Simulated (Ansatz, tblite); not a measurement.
# Relative energies of C3H6F2O isomers

2 of its isomers, all singlets with charge 0: A = `CC(O)(F)CF`; B = `CC(F)OCF`.

Shapes, held fixed at every level: PBE0-D4/def2-TZVP. Flexible molecules stand in one conformer, not always the lowest. Programs: Ansatz 0.2.0, tblite 0.8.0.

Electronic energies in kJ/mol, without zero-point or thermal terms.

Problem. From chemical knowledge, estimate the order of stability.

Solution. A < B in rising energy, over a span of 28 kJ/mol, by CCSD(T)/CBS estimate. GFN1-xTB puts B lowest. The B − A difference spans -6.9 to +27.7 kJ/mol over the levels. The CBS estimate extrapolates MP2 from def2-TZVPP and def2-QZVPP and adds CCSD(T) − MP2 in the triple-zeta set, cores frozen.

| level | kind | B − A |
| --- | --- | --- |
| GFN1-xTB | semi-empirical | -6.9 |
| PBE-D4/def2-TZVPP | GGA | +22.6 |
| BHLYP-D4/def2-TZVPP | global hybrid | +20.8 |
| r2SCAN0-D4/def2-TZVPP | global hybrid | +25.5 |
| B2PLYP/def2-TZVPP | double hybrid | +20.7 |
| CCSD/def2-SVP | coupled cluster or CI | +21.4 |
| CCSD(T)/def2-TZVPP | coupled cluster or CI | +24.6 |
| CCSD(T)/CBS estimate | coupled cluster or CI | +27.7 |

The alcohol A lies below the ether B at every level except GFN1-xTB, and the coupled-cluster results leave little doubt about the order for these two structures. Going from A to B trades a C–C and an O–H bond for a C–O and a C–H bond, an exchange that normally favours the alcohol clearly. Fluorine position works against this preference. In B both fluorines sit on carbons attached to oxygen, so both C–F bonds can accept lone-pair density from oxygen into their σ* orbitals; A has only one such O–C–F unit. This additional anomeric stabilisation probably narrows the usual alcohol–ether gap without closing it. The reversed sign from GFN1-xTB suggests that its parametrisation misjudges the balance between the bond exchange and these fluorine–oxygen interactions. The lower energy of A doesn't imply that it would persist as a reagent, since α-fluoro alcohols readily lose HF to form carbonyl compounds, a pathway that a comparison between isomers doesn't test.
